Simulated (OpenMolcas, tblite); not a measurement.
## BSiH4OF (SMILES FBO[SiH3]): methods side by side

BSiH4OF: 8 atoms, total charge 0, spin state singlet. As SMILES, `FBO[SiH3]`. The shape is that of a PBE0-D4/def2-TZVP optimisation. This is one conformer, not always the lowest.

```xyz
8

F    -1.5994   -1.6992    1.4261
B    -0.6854   -0.7876    1.1330
O    -0.4875   -0.4771   -0.1576
Si    0.5210    0.5728   -0.9454
H    -0.0753   -0.2785    2.0298
H    -0.3171    1.5310   -1.7024
H     1.3707    1.2957    0.0346
H     1.3650   -0.2143   -1.8737
```

Each level gives the dipole moment (D). The values are calculated.

| level | kind | program | value (D) | CPU time |
| --- | --- | --- | --- | --- |
| GFN1-xTB | semi-empirical | tblite | 1.54 | under 2 s |
| HF/6-311+G** | Hartree–Fock | OpenMolcas | 2.34 | 27 s |
| SVWN5/6-311+G** | LDA | OpenMolcas | 2.11 | 52 s |
| BLYP/6-311+G** | GGA | OpenMolcas | 2.02 | 68 s |
| r2SCAN/6-311+G** | meta-GGA | OpenMolcas | 2.03 | 86 s |
| B3LYP/6-311+G** | global hybrid | OpenMolcas | 2.13 | 69 s |
| M06-2X/6-311+G** | hybrid meta-GGA | OpenMolcas | 2.24 | 84 s |

The values span 1.54 to 2.34 D. Magnitudes only. CPU times are rough (shared hosts, several kinds of processor): they show what a rung costs within a factor of a few.

All levels describe a clearly polar molecule, and the first-principles values agree far better with one another than with GFN1-xTB, which is the low outlier at 1.54 D. The polarity comes from electronegative fluorine and oxygen bound to electropositive boron and silicon. In this conformer fluorine lies anti to silicon across the B–O bond, so the B–F and Si–O bond dipoles point nearly the same way and reinforce each other, while the B–O bond and the hydridic Si–H bonds partly oppose them. Donation from fluorine and oxygen lone pairs into the empty boron p orbital also tempers the charge separation.

Among the first-principles levels the dipole rises with the share of exact exchange, from the semilocal functionals through B3LYP and M06-2X to 2.34 D in Hartree–Fock, probably because exact exchange favours a more ionic density with less back-donation. SVWN5, at 2.11 D, almost matches B3LYP, so the exchange share is not the only influence. Without a measured or high-level correlated dipole, the spread does not show which functional is most accurate.
